\section*{Stress-induced alignment of anisotropic defects: bond-centred hydrogen in silicon}

A point defect whose symmetry is lower than that of its host can sit in several equivalent orientations. In an unstressed crystal these have the same free energy and are equally populated. A stress lifts the degeneracy, and defects that can reorient gather in the orientations that the stress favours. The example carried through here is the positive hydrogen interstitial H$^+$ at the centre of a Si--Si bond, whose Si--H--Si axis lies along one of the four $\langle111\rangle$ directions.

\subsection*{Conventions and premises}

Stress $\sigma_{ij}$ and strain $\varepsilon_{ij}$ are positive in tension. The strain is the tensor strain, so $\varepsilon_{12}$ is half the engineering shear. Indices refer to the cubic axes, repeated indices are summed, and $A\!:\!B=A_{ij}B_{ij}$. The isothermal stiffness $C_{ijkl}$ and compliance $S_{ijkl}$ are mutually inverse. $\Omega$ is the volume per host atom, $a_0^3/8$ in the diamond lattice with cube edge $a_0$, and $k$ is the Boltzmann constant. The premises are:
\begin{enumerate}
\item The host is linearly elastic and the applied stress is uniform.
\item The defect does not change the elastic constants, so its coupling to stress is linear.
\item The defects are dilute and do not interact.
\item All defects are in one charge state, and the orientations $a$ are related by symmetry operations of the unstressed crystal.
\item Reorientation is fast enough for equilibrium at temperature $T$.
\end{enumerate}

\subsection*{Step 1: coupling at fixed stress}

Take a crystal of volume $V$ with surface tractions $\sigma_{ij}m_j$, where $\mathbf m$ is the outward normal. Because $\sigma_{ij}$ is uniform and symmetric, the work done by the tractions in a surface displacement $\delta u_i$ is
\begin{equation}
\oint \sigma_{ij}m_j\,\delta u_i\,dA=V\sigma_{ij}\,\delta\bar\varepsilon_{ij},\qquad
\bar\varepsilon_{ij}=\frac{1}{2V}\oint (u_im_j+u_jm_i)\,dA .
\end{equation}
The Helmholtz energy therefore obeys $dF=V\sigma\!:\!d\bar\varepsilon$ at fixed $T$, and the Gibbs energy $G=F-V\sigma\!:\!\bar\varepsilon$ obeys $dG=-V\bar\varepsilon\!:\!d\sigma$.

One defect of orientation $a$ changes the shape of the free crystal. The dimensionless tensor $\lambda^{(a)}$, in the notation of Nowick and Berry, is defined as the average strain per unit mole fraction of defects. One defect among $V/\Omega$ atoms has mole fraction $\Omega/V$. By premises 1 and 2 the elastic strain simply adds:
\begin{equation}
\bar\varepsilon=S\sigma+\eta^{(a)},\qquad \eta^{(a)}=\frac{\Omega}{V}\lambda^{(a)} .
\label{eq:strain}
\end{equation}
Integrating $dG$ from zero stress along a straight path gives
\begin{equation}
G=G_0+g_0-\tfrac12V\sigma\!:\!S\sigma-\Omega\,\lambda^{(a)}\!:\!\sigma .
\label{eq:G}
\end{equation}
Here $G_0$ belongs to the perfect unstressed crystal, and $g_0$ is the formation free energy at zero stress, the same for every $a$ by premise 4. The third term is present without any defect. The defect therefore contributes
\begin{equation}
g_a=g_0+E_a,\qquad E_a=-\Omega\,\lambda^{(a)}_{ij}\sigma_{ij}.
\label{eq:Ea}
\end{equation}
$E_a$ is minus the extra work that the load does when the defect changes the shape of the crystal.

\subsection*{Step 2: coupling at fixed strain}

A film clamped to a substrate, or a supercell of fixed shape, holds strain and not stress. From Eq.~\eqref{eq:strain}, $\sigma=C(\bar\varepsilon-\eta)$. Inserting this in $F=G+V\sigma\!:\!\bar\varepsilon$ gives
\begin{align}
F&=G_0+g_0+\tfrac12V(\bar\varepsilon-\eta)\!:\!C(\bar\varepsilon-\eta)\nonumber\\
&=G_0+g_0+\tfrac12V\bar\varepsilon\!:\!C\bar\varepsilon-P^{(a)}\!:\!\bar\varepsilon+\frac{\Omega^2}{2V}\lambda^{(a)}\!:\!C\lambda^{(a)},
\label{eq:F}
\end{align}
where the elastic dipole tensor, an energy, is
\begin{equation}
P^{(a)}_{ij}=\Omega\,C_{ijkl}\lambda^{(a)}_{kl}.
\label{eq:P}
\end{equation}
The last term of Eq.~\eqref{eq:F} falls as $1/V$ and is equal for all orientations, since $C$ has the symmetry of the crystal. Because $C_{ijkl}=C_{klij}$, the coupling term is $-P^{(a)}\!:\!\varepsilon=-\Omega\lambda^{(a)}\!:\!C\varepsilon$. With $\sigma=C\varepsilon$ for the applied field,
\begin{equation}
E_a=-P^{(a)}_{ij}\varepsilon_{ij}=-\Omega\,\lambda^{(a)}_{ij}\sigma_{ij}.
\end{equation}
Setting $\bar\varepsilon=0$ gives $\sigma=-P/V$: the dipole tensor is minus the volume times the residual stress of a cell held at the shape of the perfect crystal, which is the usual way to compute it.

\subsection*{Step 3: form of $\lambda$ for an axial defect}

Let the defect be invariant under a rotation $R$ by $120^\circ$ (trigonal) or $90^\circ$ (tetragonal) about the unit vector $\mathbf n$, so that $R\lambda R^{T}=\lambda$. A fourfold rotoinversion acts in the same way, because inversion leaves a second-rank tensor unchanged. The vector $\lambda\mathbf n$ is invariant under $R$, so it is parallel to $\mathbf n$, with eigenvalue $\lambda_1$. In the plane normal to $\mathbf n$, two unequal eigenvalues would single out two principal axes, each mapped onto itself only by a rotation through a multiple of $180^\circ$. The two eigenvalues are therefore equal, and are called $\lambda_2$. Hence
\begin{equation}
\lambda^{(a)}_{ij}=\lambda_2\delta_{ij}+\Delta\lambda\,n^{(a)}_in^{(a)}_j,\qquad \Delta\lambda=\lambda_1-\lambda_2 .
\label{eq:lam}
\end{equation}
The same holds for $P$, with $\Delta P=P_1-P_2$. In a cubic crystal Eq.~\eqref{eq:P} reads $P_{11}=\Omega[(C_{11}-C_{12})\lambda_{11}+C_{12}\,\mathrm{tr}\lambda]$ and $P_{12}=2\Omega C_{44}\lambda_{12}$. For a $\langle100\rangle$ axis $\Delta\lambda$ is a difference of diagonal elements, and for the $[111]$ axis $\lambda_{12}=\Delta\lambda/3$ and $P_{12}=\Delta P/3$. Therefore
\begin{equation}
\Delta P=\Omega(C_{11}-C_{12})\Delta\lambda\ \ \text{(tetragonal)},\qquad
\Delta P=2\Omega C_{44}\Delta\lambda\ \ \text{(trigonal)}.
\label{eq:conv}
\end{equation}
A uniaxial stress along the unit vector $\mathbf t$ is $\sigma_{ij}=\sigma t_it_j$. Equations~\eqref{eq:Ea} and \eqref{eq:lam} then give
\begin{equation}
E_a=-\Omega\sigma\left[\lambda_2+\Delta\lambda\cos^2\theta_a\right],\qquad \cos\theta_a=\mathbf n^{(a)}\!\cdot\mathbf t .
\label{eq:uni}
\end{equation}
Hydrostatic stress $\sigma\delta_{ij}$ gives $-\Omega\sigma\,\mathrm{tr}\lambda$ for every $a$ and aligns nothing. An equal biaxial stress in a film with normal $\mathbf t$ is $\sigma(\delta_{ij}-t_it_j)$, so for alignment it acts as a uniaxial stress $-\sigma$ along the normal.

\subsection*{Step 4: equilibrium populations}

Let each orientation offer $M$ places, of which $n_a$ are filled. Premise 4 makes $M$ the same for all $a$. For bond-centred H there are two bonds per Si atom and four bond directions, so $M$ is half the number of atoms. For independent defects,
\begin{equation}
G_{\rm def}=\sum_a n_ag_a-kT\sum_a\ln\frac{M!}{n_a!\,(M-n_a)!}.
\end{equation}
With Stirling's formula $\ln x!\simeq x\ln x-x$, the derivative with respect to $n_a$ is $g_a+kT\ln[n_a/(M-n_a)]$. Minimising at fixed $\sum_an_a=N$ sets this equal to one Lagrange multiplier $\mu$ for all $a$. For $n_a\ll M$ it follows that $n_a=M\exp[(\mu-g_a)/kT]$. The factors $M$, $\mu$ and $g_0$ cancel in ratios:
\begin{equation}
\frac{n_a}{n_b}=\exp\!\left[-\frac{E_a-E_b}{kT}\right]
=\exp\!\left[\frac{\Omega\,\Delta\lambda\,\sigma}{kT}\left(\cos^2\theta_a-\cos^2\theta_b\right)\right].
\label{eq:ratio}
\end{equation}
The fraction in orientation $a$ is $f_a=n_a/N=e^{-E_a/kT}/\sum_be^{-E_b/kT}$. For a charged defect, $g_0$ contains the energy of exchanging electrons with the Fermi level. That term may shift with stress, but it is common to all orientations and cancels too.

\subsection*{Step 5: tetragonal and trigonal defects}

\textbf{Tetragonal defect, stress along $[001]$.} The axes are $[100]$, $[010]$ and $[001]$, with $\cos^2\theta=0,0,1$. With $n_\perp$ the population of one of the two perpendicular orientations,
\begin{equation}
\frac{n_\parallel}{n_\perp}=\exp\!\left[\frac{\Omega(\lambda_1-\lambda_2)\sigma}{kT}\right]\equiv r,\qquad f_\parallel=\frac{r}{r+2}.
\label{eq:tet}
\end{equation}
Under $[111]$ stress all three axes have $\cos^2\theta=1/3$ and no alignment occurs. Carbon on an octahedral site of bcc iron and the positive vacancy in Si are tetragonal defects.

\textbf{Trigonal defect, stress along $[111]$.} The axes are $[111]$, $[\bar111]$, $[1\bar11]$ and $[11\bar1]$. The first has $\cos\theta=1$, the other three have $\cos\theta=(1+1-1)/3=1/3$. No axis is perpendicular to the stress. The difference of the squared cosines is $1-1/9=8/9$, and with $n_{\rm inc}$ the population of one of the three inclined orientations,
\begin{equation}
\frac{n_\parallel}{n_{\rm inc}}=\exp\!\left[\frac{8\,\Omega(\lambda_1-\lambda_2)\sigma}{9\,kT}\right]\equiv r,\qquad f_\parallel=\frac{r}{r+3}.
\label{eq:tri}
\end{equation}
The strain route gives the same exponent. The stress has $\sigma_{12}=\sigma_{13}=\sigma_{23}=\sigma/3$, so each shear strain is $\varepsilon_{12}=\sigma/(6C_{44})$, and the three diagonal strains are equal. Then $n_in_j\varepsilon_{ij}=\varepsilon_{11}+2\varepsilon_{12}(n_1n_2+n_1n_3+n_2n_3)$, where the bracket is $1$ for the parallel axis and $-1/3$ for the others. Thus $E_\parallel-E_{\rm inc}=-4\sigma\Delta P/(9C_{44})$, which by Eq.~\eqref{eq:conv} equals $-\tfrac89\Omega\Delta\lambda\sigma$.

\textbf{Trigonal defect, other directions.} Under $[110]$ stress, $[111]$ and $[11\bar1]$ have $\cos^2\theta=2/3$, while $[\bar111]$ and $[1\bar11]$ have $0$. The ratio between one member of the first pair and one of the second is $\exp[2\Omega\Delta\lambda\sigma/(3kT)]$. Under $[001]$ stress all four have $\cos^2\theta=1/3$. A trigonal defect thus ignores $[001]$ stress and equal biaxial stress in a (001) film, and this null response tells the two symmetries apart.

In all cases a defect elongated along its axis ($\Delta\lambda>0$) turns towards a tensile stress and away from a compressive one.

\subsection*{Step 6: observable consequences and rate}

For the trigonal defect under $[111]$ stress, with total mole fraction $c=N\Omega/V$, the defect strain along $\mathbf t$ is $c\sum_af_a(\lambda_2+\Delta\lambda\cos^2\theta_a)$. Subtracting the random value, for which the mean of $\cos^2\theta$ is $1/3$, leaves the anelastic strain
\begin{equation}
\varepsilon_{\rm an}=c\,\Delta\lambda\left[f_\parallel+\frac{1-f_\parallel}{9}-\frac13\right]=\frac89\,c\,\Delta\lambda\left(f_\parallel-\frac14\right).
\label{eq:an}
\end{equation}
For small $x=\ln r$, $f_\parallel\simeq\tfrac14+\tfrac{3}{16}x$, so $\varepsilon_{\rm an}\simeq\tfrac{4}{27}c\,\Omega\Delta\lambda^2\sigma/kT$. It has the sign of $\sigma$ whatever the sign of $\Delta\lambda$: alignment always softens the crystal.

The H stretch mode has its transition dipole along $\mathbf n$, so each orientation absorbs in proportion to the squared cosine between $\mathbf n$ and the electric field of the light. For a field along $[111]$ the weights sum to $r+3\cdot\tfrac19$. For a field normal to it they sum to $3\cdot\tfrac12\cdot\tfrac89=\tfrac43$, the same for every direction in the plane by the threefold symmetry. The ratio of integrated absorptions is
\begin{equation}
D=\frac{\alpha_\parallel}{\alpha_\perp}=\frac{3r+1}{4}.
\label{eq:D}
\end{equation}

Each of the two Si neighbours of the H atom has three other bonds, one along each of the other $\langle111\rangle$ directions. H therefore has six nearest bond centres, two for each other orientation. With jump rate $\nu$ per path at zero stress,
\begin{equation}
\frac{dn_a}{dt}=2\nu\sum_{b\ne a}(n_b-n_a)=-8\nu\left(n_a-\frac N4\right),\qquad \tau=\frac{1}{8\nu}.
\label{eq:tau}
\end{equation}
Under stress the rates also depend on the dipole tensor of the saddle point. Detailed balance fixes the ratio of forward and backward rates to Eq.~\eqref{eq:ratio}, so the saddle point alters the time but not the final state.

\subsection*{Range of validity}

\begin{itemize}
\item \emph{Linearity.} A defect that alters the local stiffness adds a term $-\tfrac12\varepsilon\!:\!\alpha^{(a)}\varepsilon$ with an elastic polarisability $\alpha$. Relative to the linear term it is of order $\alpha\varepsilon/P$ and grows in proportion to the stress. Nonlinear elasticity of the host enters at the same order.
\item \emph{Dilution.} Two elastic dipoles at distance $s$ interact with an energy of order $P^2/(C_{44}s^3)$, which must be small against $kT$. The Coulomb force between point charges does not depend on orientation, and the bond centre is an inversion centre, so H there has no permanent electric dipole.
\item \emph{One charge state.} If H$^0$ and H$^+$ are both present, $n_a$ is a sum of Boltzmann factors over charge states, each with its own $\lambda$ and degeneracy. The $(+/0)$ level of orientation $a$ contains the term $-\Omega(\lambda^{0,(a)}-\lambda^{+,(a)})\!:\!\sigma$. Level splitting thus probes the difference of two tensors, whereas alignment probes one tensor.
\item \emph{Equilibrium.} The hold time must exceed $\tau$. On cooling under load the ratio freezes near the temperature at which $\tau$ matches the cooling time, and that temperature enters Eq.~\eqref{eq:ratio}. For isolated H each reorientation is also a diffusion step, so long holds or higher temperatures lose it to traps.
\item \emph{Free energy.} $\lambda$ is a derivative of $G$ and includes vibrations, and the axial symmetry is that of the vibrationally averaged defect. Orientations mixed by tunnelling faster than the observation fall outside the model.
\item \emph{Uniformity.} The stress must vary little over a few bond lengths. In a stress gradient mobile defects also drift between regions, and $\lambda_2$ then matters.
\end{itemize}

\subsection*{Numerical illustration: H$^+$ at a bond centre in Si}

The compiled elastic constants (Oses 2018) are $C_{11}=165.64$, $C_{12}=63.94$ and $C_{44}=79.51$~GPa. Their temperature is not stated, and they are used unchanged at low temperature. With the typical lattice constant $a_0\approx5.431$~\AA, $\Omega=20.02$~\AA$^3$, the bond length is $d_0=\sqrt3a_0/4=2.35$~\AA, the bulk modulus is $B=(C_{11}+2C_{12})/3=97.84$~GPa, and $2\Omega C_{44}=19.87$~eV.

\textbf{Size of $\Delta P$.} A spring model gives an estimate. H pushes its two neighbours to a separation of approximately 3.2~\AA, a stretch $\Delta d=0.85$~\AA. The rest of the lattice responds to where these two atoms are, so the defect may be replaced by a fictitious pair of forces $\pm f\mathbf n$ that produces the same stretch in the perfect harmonic lattice. With only bond-stretching ($k_r$) and bond-bending springs, a uniform dilation of linear strain $e$ leaves the angles unchanged and stores $2\cdot\tfrac12k_r(d_0e)^2=\tfrac92B\Omega e^2$ per atom. Hence $k_r=9B\Omega/(2d_0^2)=3Ba_0=9.95$~eV/\AA$^2$. The other springs only add stiffness, so $f\ge k_r\Delta d$. The force pair couples to strain as $-f\,\delta d$, with $\delta d$ the change of that bond length in the strained perfect crystal. Shear shifts the two sublattices against each other by $-\zeta\,(a_0/2)(\varepsilon_{23},\varepsilon_{13},\varepsilon_{12})$ for the bond vector $(a_0/4)(1,1,1)$, where the Kleinman parameter $\zeta$ is approximately 0.54 in Si. Projecting on the bond gives
\begin{equation}
\delta d=d_0\left[\tfrac13\mathrm{tr}\,\varepsilon+(1-\zeta)\left(n_in_j\varepsilon_{ij}-\tfrac13\mathrm{tr}\,\varepsilon\right)\right],
\end{equation}
so $\Delta P=(1-\zeta)fd_0\ge0.46\times9.95\times0.85\times2.35$~eV $\approx9$~eV. The value $\Delta P=10$~eV is adopted as an illustrative input. The model treats large displacements as harmonic and ignores the change of bonding at the two Si atoms, so it should be trusted to a factor of about two only.

\textbf{Alignment.} Equation~\eqref{eq:conv} gives $\Delta\lambda=0.50$ and $\Omega\Delta\lambda=\Delta P/(2C_{44})=10.1$~\AA$^3=62.9$~meV/GPa. The splitting is $55.9$~meV/GPa for $[111]$ stress and $41.9$~meV/GPa for $[110]$ stress. Take a compression $\sigma=-0.2$~GPa at $T=140$~K, where $kT=12.06$~meV. For $[111]$ stress $E_\parallel-E_{\rm inc}=+11.18$~meV and
\begin{equation}
r=e^{-0.927}=0.40,\qquad f_\parallel=0.12,\qquad f_{\rm inc}=0.29\ \text{(each)},\qquad D=0.55 .
\end{equation}
For $[110]$ stress the splitting is $8.38$~meV, the ratio is $e^{-0.695}=0.50$, and the fractions are $0.17$ for each of the two axes with $\cos^2\theta=2/3$ and $0.33$ for each perpendicular axis.

\textbf{Premises tested.} With a typical barrier of about $0.44$~eV and a typical prefactor, $1/\tau=10^{13}\,\mathrm{s}^{-1}\exp(-0.44\,\mathrm{eV}/kT)$, the time $\tau$ is $7\times10^{2}$~s at 140~K, $6\times10^{15}$~s at 77~K and $2\times10^{-6}$~s at 300~K. Alignment is reached in a hold of the order of an hour, is frozen at 77~K, and would be lost at once on unloading at 300~K. Young's modulus follows from $1/Y_{111}=1/(9B)+1/(3C_{44})$ as $187.7$~GPa, so the axial strain has magnitude $1.07\times10^{-3}$. An assumed $\alpha$ of $100$~eV, generous against $\Omega Y_{111}=23$~eV, gives $\tfrac12\alpha\varepsilon^2=0.06$~meV, or $0.5$ per cent of the splitting. At an assumed $10^{16}$ defects per cm$^3$, $c=2.0\times10^{-7}$, the interaction estimate with $P\sim\Delta P$ and $s^{-3}$ equal to the density is $2\times10^{-6}$~eV, and Eq.~\eqref{eq:an} gives $\varepsilon_{\rm an}=-1.2\times10^{-8}$, a fraction $1\times10^{-5}$ of the elastic strain. A stress splitting of the stretch frequency of order $10$~cm$^{-1}$/GPa, taken as typical, changes the zero-point energy by $0.6$~meV/GPa, about $1$ per cent of the $[111]$ splitting.

All these corrections are small beside the uncertainty of $\Delta P$. The ratio $0.40$ is the model's and not a property of silicon: halving or doubling $\Delta P$ moves it to $0.63$ or $0.16$. The geometric factors $1$, $8/9$, $2/3$ and $0$ follow from symmetry alone, so a measured $D$ yields $r=(4D-1)/3$ and from it $\Omega\Delta\lambda=9kT\ln r/(8\sigma)$ without any model of the defect core.